Three energies set the scale for the $L_{2,3}$ edges of a 4d ion such as Rh$^{4+}$. Spin-orbit coupling splits the 2p core level by about 140 eV, the crystal field splits the 4d shell by a few eV, and spin-orbit coupling within 4d is only about 0.2 eV. The table comes from a relativistic multiplet calculation in which the octahedral splitting 10Dq is a free parameter. Its largest values lie far beyond the fields of real compounds and serve only to test the models. The absolute edge energies are those of a free ion, off by a few eV from a solid, so only energy differences are used below.

L2,3 absorption of Rh4+ (4d5) in an octahedral crystal field, computed with radial Dirac CI 1 (Dirac-Coulomb-Breit, KLI orbitals, model QED, valence Slater integrals scaled by 0.8). Centroid and branching ratio are at 300 K; moments and dichroism (Δm = −1 less +1, divided by the sum over all three polarisations) are of the ground state at 0 K in a 10 meV exchange field on Sz.

```tsv
10Dq (cm⁻¹)	centroid (eV)	branching ratio	ground orbital moment lz	ground spin moment sz	dichroism share low edge
7250	3050.33	0.7244	-0.017	-2.482	-0.1132
16350	3047.97	0.7409	-0.039	-2.447	-0.1140
25500	3036.24	0.8214	-0.814	-0.192	-0.0712
34600	3040.00	0.7979	-0.803	-0.183	-0.0731
43700	3042.07	0.7865	-0.787	-0.181	-0.0732
52800	3043.50	0.7795	-0.774	-0.181	-0.0729
61950	3044.63	0.7746	-0.764	-0.181	-0.0726
71050	3045.57	0.7711	-0.755	-0.181	-0.0724
```

The branching ratio $B$ is the share of the absorption that falls in the lower edge, $L_3$. The centroid is the mean energy over both edges. Both are thermal averages, whereas the orbital moment $L_z$, the spin moment $S_z$ and the dichroism belong to the magnetised ground state at zero temperature.

**(a) Do the eight rows form one trend, and does $B$ follow the magnetic moments of the ground state?**

*Solution.* There are two states. In the first two rows $S_z$ is close to $-5/2$ and $L_z$ is nearly zero: the ion is high-spin, $t_{2g}^3e_g^2$. In the other six it is low-spin, $t_{2g}^5$, with moments near the values $S_z=-1/6$ and $L_z=-2/3$ of a single hole in the $j_\mathrm{eff}=1/2$ level. The change occurs somewhere between 16350 and 25500 cm⁻¹.

It is tempting to say that $B$ rises because an orbital moment appears. Among the low-spin rows $B$ does fall as $|L_z|$ falls. But a straight line in $L_z$ drawn through those six rows misses the high-spin values by 0.53, more than half of the whole absorption. The spin moment does no better: it stays at $-0.181$ over the last four rows while $B$ drops by 0.015.

The reason is one of symmetry. The moments are vectors and need a field to line them up. $B$ measures the scalar $\sum \mathbf l\cdot\mathbf s$, which survives when both moments vanish.

**(b) Is the low-spin $B$ that of a pure $j_\mathrm{eff}=1/2$ hole, or does mixing with $e_g$ matter? Estimate $B$ at 71050 cm⁻¹ without fitting the low-spin branching ratios.**

*Solution.* Let $x=-\langle\sum\mathbf l\cdot\mathbf s\rangle$. For five d holes the spin-orbit sum rule gives an $L_3$ share of $2/3+x/15$, provided both edges carry equal radial weight. Here they do not. Requiring the dichroism of both edges in the high-spin rows (the upper edge's share is a further output of the same runs, not in the table) to return their $L_z$ gives $L_2$ a relative weight $f=0.9135$. The same $f$ then recovers $L_z$ in the low-spin rows to about 0.001. Its likely origin is relativistic: the $2p_{1/2}$ and $2p_{3/2}$ radial functions differ, as do those of $4d_{3/2}$ and $4d_{5/2}$.

A pure $j_\mathrm{eff}=1/2$ hole has $x=1$ and hence $B=0.751$, whatever the field. Every low-spin row lies above this, by 0.07 at first and by 0.02 at the end, so the pure level is not enough.

What it omits is the coupling of the four $j_\mathrm{eff}=3/2$ electrons to the empty $e_g$ orbitals. With a 4d spin-orbit constant $\zeta$, the matrix element is $\sqrt{3/2}\,\zeta$, so second-order theory lowers the energy by $6\zeta^2/\Delta_{eg}$, where $\Delta_{eg}$ is the gap. Differentiating with respect to $\zeta$ gives

$$x = 1+\frac{12\,\zeta}{\Delta_{eg}} .$$

The spin moment supplies $\zeta$ independently. The magnetising field $h$ of 10 meV mixes a little $j_\mathrm{eff}=3/2$ into the hole, so that $|S_z|=1/6+(8/27)h/\zeta$ if mixing with $e_g$ is neglected. The value 0.181 gives $\zeta\approx1670$ cm⁻¹, uncertain by some 60 cm⁻¹ from rounding alone.

Taking $\Delta_{eg}$ as 10Dq itself,

$$x\approx1+\frac{12\times1670}{71050}=1.282 .$$

The unweighted shares are then $2/3+1.282/15=0.7521$ for $L_3$ and 0.2479 for $L_2$, so

$$B\approx\frac{0.7521}{0.7521+0.9135\times0.2479}=0.769 .$$

The table has 0.771. At 25500 cm⁻¹ the same estimate is poorer: it gives $x\approx1.8$, where the tabulated $B$ implies 2.1 through the sum rule. Theory suggests why: moving an electron from $t_{2g}$ to $e_g$ also changes the Coulomb and exchange energy, which lowers the true gap below 10Dq, and this matters most when 10Dq is small.

Fitting $\zeta$ and a constant reduction of the gap to the six low-spin rows reproduces their $B$ to about 0.0002, with $\zeta$ within a few per cent of the value from the spin moment. The two constants trade against each other, so the reduction should not be read as a measured exchange energy.

The same mechanism explains why $B$ *rises* with the field in the two high-spin rows. There spin-orbit coupling mixes the sextet with quartets, and the important quartet, with one electron moved from $e_g$ down to $t_{2g}$, comes closer as 10Dq grows. A larger field thus closes the relevant gap on one side of the spin change and opens it on the other.

**(c) The centroid falls by 11.7 eV where the spin changes. Has the absorption edge shifted by that much?**

*Solution.* No. The strongest $L_3$ peak in the calculated spectra moves by only about 1 eV. The centroid averages over two edges some 143 eV apart, so it reacts strongly to any transfer of intensity. Between 16350 and 25500 cm⁻¹, $B$ grows by 0.0805, and

$$0.0805\times143\ \mathrm{eV}\approx11.5\ \mathrm{eV},$$

nearly the whole drop.

The field adds a smaller, genuine shift. In the low-spin ion four holes lie in $e_g$ and one in $t_{2g}$, so their mean energy is $(4\times0.6-0.4)/5=0.4$ of 10Dq; in the high-spin ion it is zero. From the first low-spin row to the last, the centroid climbs by 9.3 eV, of which roughly 7 eV is returning $L_2$ weight and roughly 2 eV the rising holes.

With three constants fitted to all eight rows (an edge energy, the edge separation and a step at the spin change), this sum holds to about 0.02 eV. The fitted separation, 141 eV, is slightly smaller than that in the spectra, so it absorbs small errors of the model. Without the hole energy the fit needs edges 180 eV apart, which the spectra rule out. The step, about $-1.7$ eV, is not derived here; a difference in Coulomb energy between the two spin states is a plausible guess. The printed output below gives the residuals of these fits.

**Neighbouring cases.** Low-spin Rh$^{3+}$, $t_{2g}^6$, has no $j_\mathrm{eff}=1/2$ hole: the 1 in $x$ disappears and the mixing term remains, so $B$ should still exceed its statistical value. In Ir$^{4+}$ the valence spin-orbit coupling is considerably stronger, so at a similar crystal field mixing should matter more. In 3d ions it is much weaker, but the 2p edges lie so close that core-valence repulsion moves intensity between them, and the sum rule becomes less reliable. In a real rhodium compound, covalency, absent here, would spread the holes onto the ligands and change $B$ as well.

The analysis program printed:

```
f = L2/L3 weight from Lz sum rule, high-spin rows: 0.9134 0.9136; mean 0.9135
f from line strength (1/W linear in B): 0.9129; spread of W 0.90%, of W*N 0.027%
B at x=0: 0.6667 ideal, 0.6865 with f; B at x=1 (pure jeff): 0.7333 ideal, 0.7507 with f
10Dq cm-1|eV|Lz/Sz|Lz rule raw, with f|x raw|x with f|B-mix|B-jeff|B-line(Lz)
 7250 0.90  0.01 -0.114 -0.017 0.866 0.590   (high spin)   +0.5338
16350 2.03  0.02 -0.135 -0.039 1.114 0.847   (high spin)   +0.5332
25500 3.16  4.24 -0.818 -0.814 2.321 2.116 +0.0001 +0.0707 +0.0086
34600 4.29  4.39 -0.810 -0.802 1.968 1.744 -0.0002 +0.0472 -0.0063
43700 5.42  4.35 -0.797 -0.787 1.797 1.564 +0.0001 +0.0358 -0.0053
52800 6.55  4.28 -0.784 -0.773 1.692 1.453 +0.0002 +0.0288 -0.0021
61950 7.68  4.22 -0.775 -0.763 1.619 1.376 +0.0000 +0.0239 +0.0008
71050 8.81  4.17 -0.767 -0.755 1.566 1.321 -0.0001 +0.0204 +0.0043
rounding floor: B 0.00005, x 0.0008, Lz rule about 0.001, centroid from B 0.007 eV
mixing fit (low spin, limit x=1): zeta 1721 cm-1 (213 meV), P 6984 cm-1, corr -0.946, rms B 0.0001, worst row 34600
limit freed: x_inf 1.005, zeta 1696, P 7181 cm-1
rms B low spin: fixed jeff 0.0415, line in Lz 0.0052 (slope -0.781)
zeta from last-row Sz: 1667 cm-1 (rounding 1611 to 1728); fit/this 1.032
last four rows: Sz spread 0.000, B change -0.0154, Lz change +0.032
B steps: high spin +0.0165, crossover +0.0805, low spin -0.0503
high spin: B above x=0 value 0.0379 0.0544; implied gap 10 zeta/x 29182 20306 cm-1
centroid field only [E, step, slope LS]: params [ 3.04915e+03 -1.65260e+01  1.56700e+00] rms 0.938 eV
   residuals eV [ 1.18 -1.18 -1.34  0.65  0.96  0.62 -0.03 -0.86]
centroid weight only [E3, step, Delta]: params [3.000988e+03 2.913000e+00 1.801450e+02] rms 0.277 eV
   residuals eV [-0.31  0.31  0.17 -0.31 -0.29 -0.12  0.12  0.43]
centroid weight + 0.4*10Dq [E3, step, Delta]: params [ 3.011494e+03 -1.676000e+00  1.408510e+02] rms 0.012 eV
   residuals eV [ 0.02 -0.02  0.    0.    0.01  0.01 -0.01 -0.01]
centroid slope freed [E3, step, Delta, slope]: params [ 3.01113e+03 -1.51700e+00  1.42212e+02  3.86000e-01] rms 0.006 eV
   residuals eV [ 0.01 -0.01  0.01 -0.01  0.    0.   -0.    0.  ]
Delta from the high-spin pair alone: 143.0 eV
high spin: dC -2.36 eV = weight -2.32, field +0.00, rest -0.04; weight 98%
crossover: dC -11.73 eV = weight -11.34, field +1.26, rest -1.66; weight 97%
low spin: dC +9.33 eV = weight +7.08, field +2.26, rest -0.01; weight 76%
10Dq range low spin 5.65 eV
```
